**Q.** I have the r2SCAN band structure of cubic SiGeO$_4$ along the usual path of the face-centred zone. The lowest empty level climbs steeply out of $\Gamma$, the three highest filled ones move much less, and one of them hardly moves at all over several rows. Why do the two edges of one gap behave so differently?

Kohn–Sham bands of cubic SiGeO$_4$ (F-43m) along $\Gamma$–X–U and K–$\Gamma$–L–W–X, from Ansatz 0.2.0 with r2SCAN, scalar-relativistic PAW, no spin polarisation, a 500 eV plane-wave cutoff and a 6×6×6 k mesh. The Fermi level is set at mid-gap; b1, b2, b3 are the filled bands counted down from it, a1 and a2 the empty ones counted up.

| row | band distance (1/Å) | level b3 from the Fermi level (eV) | level b2 from the Fermi level (eV) | level b1 from the Fermi level (eV) | level a1 from the Fermi level (eV) | level a2 from the Fermi level (eV) |
| --- | --- | --- | --- | --- | --- | --- |
| 1 | 0.000 | -2.404 | -2.404 | -2.404 | 2.399 | 5.163 |
| 2 | 0.232 | -2.512 | -2.512 | -2.511 | 2.798 | 5.376 |
| 3 | 0.465 | -2.794 | -2.711 | -2.711 | 3.750 | 5.837 |
| 4 | 0.697 | -3.122 | -2.829 | -2.829 | 4.747 | 5.987 |
| 5 | 0.854 | -3.194 | -2.853 | -2.841 | 4.959 | 5.943 |
| 6 | 0.936 | -3.197 | -2.920 | -2.818 | 4.966 | 6.003 |
| 7 | 1.018 | -3.194 | -3.042 | -2.780 | 4.956 | 6.119 |
| 8 | 1.100 | -3.188 | -3.175 | -2.733 | 4.898 | 6.266 |
| 9 | 1.285 | -3.345 | -3.046 | -2.620 | 4.481 | 6.177 |
| 10 | 1.531 | -2.935 | -2.748 | -2.495 | 3.519 | 5.729 |
| 11 | 1.778 | -2.525 | -2.478 | -2.421 | 2.653 | 5.297 |
| 12 | 2.013 | -2.412 | -2.412 | -2.404 | 2.419 | 5.173 |
| 13 | 2.214 | -2.591 | -2.591 | -2.403 | 2.839 | 5.392 |
| 14 | 2.415 | -2.875 | -2.875 | -2.401 | 3.513 | 5.693 |
| 15 | 2.616 | -3.051 | -3.051 | -2.400 | 3.974 | 5.895 |
| 16 | 2.790 | -3.117 | -3.063 | -2.441 | 4.101 | 5.951 |
| 17 | 2.954 | -3.272 | -3.078 | -2.596 | 4.481 | 6.128 |
| 18 | 3.118 | -3.266 | -3.073 | -2.807 | 4.893 | 6.378 |
| 19 | 3.270 | -3.230 | -3.025 | -2.920 | 5.020 | 6.443 |
| 20 | 3.386 | -3.217 | -2.968 | -2.899 | 5.002 | 6.224 |
| 21 | 3.502 | -3.202 | -2.890 | -2.866 | 4.975 | 6.029 |
| 22 | 3.619 | -3.194 | -2.846 | -2.845 | 4.958 | 5.939 |

**A.** Start with how to read it. The levels b1, b2, b3 are the highest, second and third filled bands at each point, a1 and a2 are the lowest two empty ones, and the band distance is the length walked in $k$ space. The zero sits in the middle of the gap, so the near symmetry of $\pm 2.40$ eV at $\Gamma$ is a convention. Rows 1–4 run from $\Gamma$ towards X, 5–8 from X to U, 9–11 from K towards $\Gamma$, 12–15 from $\Gamma$ towards L, 16–18 from L to W and 19–22 from W to X.

The structure is a net of corner-sharing tetrahedra of the idealised $\beta$-cristobalite type. Si and Ge alternate as in zincblende, and every O joins one Si at 1.62 Å to one Ge at 1.73 Å in a straight line. Such an oxygen has one p orbital along the bridge, which bonds to the cations, and two across it, which are lone pairs. An electron in a cation s state can travel along the bridges, while a lone-pair electron mostly has to hop from oxygen to oxygen. That is the whole contrast in outline: a1 spans 2.62 eV, and the three filled bands together span 0.945 eV.

**Q.** The table has energies only. How do you know the filled bands are lone pairs?

**A.** It is an argument from counting and symmetry, standard for such oxides, and the degeneracies check it. The 42 valence electrons fill 21 bands: five Ge 3d, four O 2s, four from the p orbitals along the bridges, and eight from the p orbitals across them. In tetrahedral symmetry the last set must split at $\Gamma$ into a doublet E and two triplets, T$_2$ and T$_1$. The $k$ mesh of the same calculation has exactly this grouping, a doublet, a triplet 0.49 eV above it and a second triplet 1.52 eV higher again.

The upper triplet is row 1 of b1, b2 and b3. Theory assigns it to T$_1$, the pattern in which the lone pairs circulate about an axis of the tetrahedron like a rotation. No s, p or d orbital on Si or Ge has that symmetry, so no empty cation orbital can pull it down, and within it the lone pairs of neighbouring oxygens of a tetrahedron meet out of phase. It is the usual highest filled level of a tetrahedral oxide unit. The energies alone show a triplet; the label gets its support from what happens towards L.

**Q.** You mean rows 12 to 15, where b1 changes by 0.004 eV while the other two fall together by 0.639 eV?

**A.** Yes. Along $\Gamma$–L the wave runs along a threefold axis, and T$_1$ splits into a pair (E) and a single state (A$_2$) that changes sign under every mirror plane containing the axis. Si, Ge and one of the four oxygens lie on such axes, and none of their s, p or d orbitals is of type A$_2$. The state is therefore confined to the other three oxygens, which form layers normal to [111], 4.46 Å apart. Moving along $\Gamma$–L changes only the phase between one layer and the next, and that costs energy only if the layers are coupled.

For this state they barely are. Within a layer the nearest oxygens are 2.64 Å apart, but the shortest O–O distance between layers is 4.73 Å, and every atom that could relay the hop is closed to it. The pair can use the axial oxygen and, away from $\Gamma$, cation p and d orbitals as well. These link the layers, so it is free to disperse. A T$_2$ triplet would also split into a pair and a single band, but its single band could mix with cation s and p and with the axial oxygen, and nothing would hold it level. The lower triplet behaves just so: on the mesh its single band falls by 1.06 eV from $\Gamma$ to L. The flat band is what marks the upper triplet as T$_1$.

**Q.** Then is the gap direct or indirect?

**A.** Indirect on paper, by too little to matter. The conduction minimum is at $\Gamma$, and on the mesh b1 at L lies just above its value at $\Gamma$, so the least gap of 4.798 eV stands against a direct one of 4.803 eV. A difference of a few meV at the end of an almost flat band should not decide a label here. Nor would a direct gap mean strong absorption at the edge. With T$_1$ filled and a fully symmetric, s-like level empty, the dipole transition at $\Gamma$ is forbidden, because light links such a level only to T$_2$. The geometry isn't relaxed at this level: the cell is under a tension of 3.75 GPa and each O feels 0.13 eV/Å towards Ge. Spin-orbit coupling, which would split the triplet at $\Gamma$, is also left out, and the size of the gap itself is probably low, as is usual for r2SCAN in oxides.

**Q.** Now the empty band. Why is its minimum at $\Gamma$, and only there?

**A.** The standard picture is an antibonding state of cation s orbitals with oxygen; again the character is argued, since the columns are energies. The filled p orbital along a bridge has lobes of opposite sign towards Si and Ge. When the s orbitals at both ends are in phase, as they can be on all bridges at $\Gamma$, their overlaps with it largely cancel, and mainly the deeper oxygen 2s is left to push the level up. As $k$ grows the two ends slip out of phase, the p orbital mixes in, and the antibonding push increases. In this picture the band rises in every direction, as the column does. Of the 3.00 eV by which the direct gap opens from $\Gamma$ to row 22, next to X, a1 supplies 2.56 eV.

**Q.** Can that be made quantitative without fitting a whole Hamiltonian?

**A.** It can be bracketed. Keep one s orbital on Si and one on Ge, split in energy by $2\Delta$ about a mean $E_0$, and let the bridges couple them with a total strength $T$ when all four are in phase. The phase sum over the four neighbours at positions $\mathbf d_j$ reduces the coupling by a factor $g$, and the lower root of the two-level problem is the band:

$$g^2=\Big|\tfrac14\sum_j e^{i\mathbf k\cdot\mathbf d_j}\Big|^2=\tfrac14\,(1+c_xc_y+c_yc_z+c_zc_x),\qquad E=E_0-\sqrt{\Delta^2+T^2g^2},$$

with $c_i=\cos(k_ia/2)$ and the cubic edge $a=7.73$ Å.

At $\Gamma$ $g=1$, and at X $g=0$. The fraction of the rise from $\Gamma$ to X reached at any $k$ is

$$f=\frac{\sqrt{\Delta^2+T^2}-\sqrt{\Delta^2+T^2g^2}}{\sqrt{\Delta^2+T^2}-\Delta}.$$

For equal cations, $\Delta=0$, this is $1-g$; for very unequal ones, $\Delta\gg T$, expanding the roots gives $1-g^2$. Any real pair lies between the two, the nearer to $1-g^2$ the more the band sits on one cation. Only the energy scale is taken from the calculation: a1 at X on the mesh, 4.957 eV, less a1 in row 1, 2.399 eV, which is 2.558 eV.

**Q.** Work one point for me.

**A.** Take L, which plays no part in that scale. There each $k_ia/2=\pi/2$, all three cosines vanish, $g^2=1/4$ and $g=1/2$, so $f$ must lie between one half and three quarters. The level should then fall between $2.399+0.5\times2.558=3.68$ eV and $2.399+0.75\times2.558=4.32$ eV. The mesh gives 3.997 eV, a fraction of 0.625, midway in the bracket. Taken alone, that value would mean that both cations carry the band around $\Gamma$. But the ratio $\Delta/T$ that fits L makes the band rise too slowly near $\Gamma$, so no single ratio fits the column, and the shares of the two cations stay open.

The same factor explains the shape of the whole column. L lies below X because half of the phase sum survives there. Along W–X the sum vanishes identically, so the band should be level, and a1 changes by only 0.062 eV over rows 19–22. Near $\Gamma$, $1-g^2\approx k^2a^2/16$ in every direction, which makes the valley round. The masses $\hbar^2k^2/2\delta E$, with $\delta E$ the rise from $\Gamma$ to rows 2, 11 and 13, lie between 0.51 and 0.55 electron masses along [100], [110] and [111].

**Q.** How good is the agreement, honestly?

**A.** Good where the test is loose and slightly off where it is sharp. Fifteen rows lie inside the bracket to within the rounding of the levels, but $\Gamma$ and the row beside X do so by construction, and in mid-zone the bracket is up to a quarter of the rise wide. Rows 5–7 and 18–21 lie above it, and in all of these $g$ is small; the bracket is nearly closed there, except in row 18 and, less so, row 7. The worst is row 19, near W, at 0.063 eV over the limit, about 2.5 % of the rise from $\Gamma$ to X. My guess, untested, is that orbitals other than s mix in once the s coupling has cancelled.

The agreement also doesn't single out this picture. A plain parabola with the mass of row 2 fails, giving 3.59 eV near $|k|=0.70$ Å$^{-1}$, where the calculated rise is 2.35 eV towards X and 1.60 eV at L. But L is on the zone face and row 4 is not, and a nearly free electron band with gaps at the faces would bend over in a similar way. The bracket shows that an s band on the cation net is consistent with the numbers to a few per cent of the width.

**Q.** Real oxides of this kind tend to have bent bridges. What would survive there?

**A.** Probably the asymmetry of the two edges. Electrons see one round valley with a mass near one half, while the same secant masses for the filled bands are 1.1 or heavier in all three directions. That contrast comes from the bridges that link the cations, and bending them should change it only by degrees. The flat band rests on the threefold axis and is the feature most tied to this idealised cell; in silica straight bridges are known to bend. No bent cell was tested.

**Q.** Two things in the filled bands look like errors. In row 2 the pair is b2 and b3, in row 3 it is b1 and b2.

**A.** The columns are sorted by energy, so a band changes column when it passes another. Along $\Gamma$–X symmetry keeps two of the three states together and leaves one single. In row 2 all three agree within 0.001 eV, the rounding of the table, which places a crossing of the single band through the pair close to that point. A little further out, a third of the way to X, the mesh already has the single band 0.004 eV below the pair, and by row 4 it is 0.293 eV below.

**Q.** And b3, which stays near $-3.19$ eV for four rows and then drops to $-3.345$ eV in row 9?

**A.** The same cause, most likely. U and K are equivalent points, and X–U followed by K–$\Gamma$ is one straight line along [110], so rows 5–11 can be read continuously. Approaching U, b2 falls steeply, at $-1.62$ eV Å, while b3 is almost level, and in row 8 they are 0.013 eV apart. Beyond it b3 is the one that falls and b2 the one that rises, so the falling band has gone under the level one, by a crossing or a narrowly avoided one. An intruder from below is unlikely, because on the mesh the top three bands lie 0.43 eV above the next band.

**Q.** Is a2 the upper root of your two-level formula?

**A.** Not near $\Gamma$. The upper root is highest at $\Gamma$ and falls away from it, whereas a2 has its lowest value there, 5.163 eV, and rises with a mass between 0.96 and 1.05 in the three directions. A mass so near that of a free electron suggests a state spread through the empty cages of the net, and the Bader volumes of the atoms leave about a quarter of the cell unassigned, presumably where the density is too thin to be counted. That remains a guess. The calculation warns that the exchange-correlation potential is rough where the density is thin, with an untested effect on every level, and a cage state would be the most exposed to it.

Near the zone faces a2 stops following a1. It turns over before X, standing 0.052 eV higher in row 4 than at X, peaks again near U, and reaches 0.508 eV above its X value near W. A turnover of that kind is what a second band descending from above would produce, but that too is a guess. The large change along W–X, where the two-level model has both roots level, marks the limit of the model: it describes a1 and should not be stretched to the band above.
